## Does a proton shift follow its carbon?

Aromatic carbon shifts commonly differ by several ppm from one position of a substituted ring to the next, while the shifts of the attached protons differ by only a few tenths of a ppm. A rough rule links the two scales: taking one electron of π charge from a ring carbon raises that carbon's shift by about 160 ppm and its proton's by about 10 ppm. If charge were all that mattered, each proton would repeat its carbon's pattern at one sixteenth of the size. A benzene ring fused to a five-membered ring that contains boron and oxygen puts this idea to the test.

PySCF 2.14.0 and tblite 0.8.0: GIAO shifts of C7H7BO (SMILES B1OCc2ccccc21) with PBE0/pcSseg-1 at the GFN2-xTB geometry, without solvent. Each shift is the reference's shielding at the same level less that here, Boltzmann-averaged over the conformers kept at 298.15 K. Atoms are numbered in SMILES order, and each H takes the number of the atom that carries it.

```tsv
atom	nucleus	count	reference	averaged shift (ppm)
1	11B	1	BF3.OEt2	43.30
3	13C	1	TMS	81.60
4	13C	1	TMS	161.40
5	13C	1	TMS	125.00
6	13C	1	TMS	136.50
7	13C	1	TMS	132.20
8	13C	1	TMS	138.70
9	13C	1	TMS	145.90
1	1H	1	TMS	5.73
3	1H	2	TMS	?
5	1H	1	TMS	?
6	1H	1	TMS	?
7	1H	1	TMS	?
8	1H	1	TMS	?
```

The boron atom carries one hydrogen and is bonded to oxygen and to ring carbon C9. The oxygen leads through the CH2 group, C3, to the other fusion carbon, C4. The four aromatic CH carbons run from C5, beside C4, round to C8, beside C9. H5 to H8 are their protons. The shifts come from a hybrid density functional with a small basis set, and they are unscaled, so differences between positions deserve more trust than absolute values.

### What the carbons say

Seen from C9, which holds the boron, C8 is ortho, C6 is para, and C5 and C7 are meta. The ortho and para carbons have the higher shifts: C8 lies 6.5 ppm above C7, and C6 lies 4.3 ppm above it. The gap between C8 and C6 themselves is only 2.2 ppm, too small to be secure at this level.

This is the pattern that π charge alone would give for a substituent that accepts π electrons. Boron with three neighbours has an empty p orbital, which in a flat molecule lines up with the π orbitals of the ring. It draws charge mainly from the ortho and para positions, and nuclei with less electron density around them are less shielded. The para carbon is the cleaner witness, because an ortho carbon also feels the substituent directly. Some π acceptors, such as the nitro group, even lower the ortho carbon's shift. The boron shift of 43.3 ppm fits three-coordination. The table contains no charges and no boron-free partner molecule, so the link from orbital to shift rests on theory.

C5 breaks the symmetry between the two meta positions, lying 7.2 ppm below C7. Does H5 share this drop?

### Two ways to predict the aromatic protons

The charge rule says that it does. With benzene at roughly 130 ppm for carbon and 7.4 ppm for the proton, it reads

$$\delta_\mathrm{H} = 7.4 + \frac{\delta_\mathrm{C}-130}{16},$$

where $\delta_\mathrm{H}$ and $\delta_\mathrm{C}$ are the shifts of a proton and its carbon in ppm. For H5 this gives $7.4 + (125.0-130)/16 \approx 7.1$ ppm, clearly the lowest of the four.

The position rule ignores the carbon shifts and asks only where the proton sits relative to boron. Rough recalled increments for boron on a benzene ring are 0.6 ppm for ortho, 0.2 for para and 0.1 for meta. The ortho value is the largest, probably because the carbon that holds this proton loses π charge and the proton itself lies close to the boron group. For H8 the estimate is $7.4+0.6=8.0$ ppm, and for H5 it is $7.4+0.1=7.5$ ppm.

### The CH2 protons

A benzyl ester is a simpler molecule with a similar CH2 group, placed between an aromatic ring and an oxygen. In the ester the oxygen gives lone-pair density to the carbonyl carbon; here it can give it to boron. Adding rough recalled increments to a methane-like starting value gives $0.2+1.9+3.1=5.2$ ppm, for the start, the aryl group and the ester-like oxygen in turn. An ordinary ether oxygen would give about 4.5 ppm. The likeness covers only the oxygen's lone pair, since the ester's CH2 group is not tied into a ring.

The forecasts use the ester analogy and the position rule, whose increments come from proton shifts themselves and need no step from carbon to proton. Nothing is fitted to the table:

- CH2: 5.2 ± 0.4 ppm
- H5: 7.5 ± 0.3 ppm
- H6: 7.6 ± 0.3 ppm
- H7: 7.5 ± 0.3 ppm
- H8: 8.0 ± 0.4 ppm

H8 should be highest. The B–H proton should fall between the CH2 protons below it and the aromatic protons above it. H6 probably lies slightly above H5 and H7, though this is not secure, and H5 and H7 are left unordered.

The withheld rows as computed:

```tsv
atom	nucleus	count	reference	averaged shift (ppm)
3	1H	2	TMS	5.61
5	1H	1	TMS	7.72
6	1H	1	TMS	7.80
7	1H	1	TMS	7.72
8	1H	1	TMS	8.30
```

### Hits and misses

The four aromatic protons fall inside their ranges, and H8 is highest, as forecast. The CH2 protons miss: at 5.61 ppm they lie 0.41 ppm above the forecast, just outside its range. They do stay below the B–H proton, but by only 0.12 ppm, so that part of the order was a narrow success.

H5 decides between the two rules. Its computed shift is 7.72 ppm, the same as that of H7, although their carbons differ by 7.2 ppm. The charge rule puts H5 too low by 0.63 ppm. Whatever lowers C5 leaves no matching drop at its proton, either because it hardly reaches that far or because something else makes up for it.

A carbon shift is more than a measure of charge. It also depends on how the magnetic field mixes occupied and empty orbitals at that carbon, and this responds to bond angles and to neighbouring substituents. C5 sits next to the junction with the five-membered ring, where the angles are distorted, and a lowered shift is familiar at such positions. C8 sits next to the other junction and yet has the highest shift of the four, so there the effect of boron would have to outweigh any such lowering. A proton has no p shell of its own and feels much less of this local effect. The calculation shows that H5 and C5 part company; the explanation by local bonding is argued from known chemistry.

All five forecasts are too low, the aromatic ones by 0.24 ppm on average. Once this common offset is removed, the position rule scatters by only about 0.04 ppm over the four aromatic protons, against 0.27 ppm for the charge rule. Such close agreement is partly luck, because the increments themselves are known only to about a tenth of a ppm. The offset may come from the benzene starting value, which was recalled and not computed at the same level.

For the CH2 group, the ester-like estimate comes closer than the ether-like one, which is 1.11 ppm too low. That does not prove that oxygen gives charge to boron. The five-membered ring also fixes how the oxygen and the two CH2 protons are oriented relative to the benzene ring, while the increments come from open chains that can rotate. This can change the shift as well, and this one molecule cannot separate the two effects.

The output below compares both rules, and a single flat aromatic value, with the computed proton shifts.

Numerical output:

```
C8 less C7 (ppm): 6.5
C6 less C7 (ppm): 4.3
C7 less C5 (ppm): 7.2
C8 less C6 (ppm): 2.2
C4 less C9 (ppm): 15.5
Forecast for CH2, H5, H6, H7, H8 (ppm): 5.2, 7.5, 7.6, 7.5, 8
Error bar for CH2, H5, H6, H7, H8 (ppm): 0.4, 0.3, 0.3, 0.3, 0.4
Computed CH2, H5, H6, H7, H8 (ppm): 5.61, 7.72, 7.8, 7.72, 8.3
Computed less forecast for CH2, H5, H6, H7, H8 (ppm): 0.41, 0.22, 0.2, 0.22, 0.3
Number of the five forecasts inside their error bars: 4
Charge rule for H5, H6, H7, H8 (ppm): 7.088, 7.806, 7.537, 7.944
Computed less charge rule for H5, H6, H7, H8 (ppm): 0.6325, -0.00625, 0.1825, 0.3563
Computed CH2 less ether-like estimate (ppm): 1.11
Rms miss of position rule, four aromatic H (ppm): 0.2381
Rms miss of charge rule, four aromatic H (ppm): 0.3743
Rms miss of flat value 7.4, four aromatic H (ppm): 0.5419
Mean of computed less position rule, four aromatic H (ppm): 0.235
Scatter of position rule with common offset removed (ppm): 0.04435
Scatter of charge rule with common offset removed (ppm): 0.2714
Scatter of flat value with common offset removed (ppm): 0.2792
H8 less H6 (ppm): 0.5
H6 less H7 (ppm): 0.08
H5 less H7 (ppm): 0
B-H less CH2 (ppm): 0.12
```
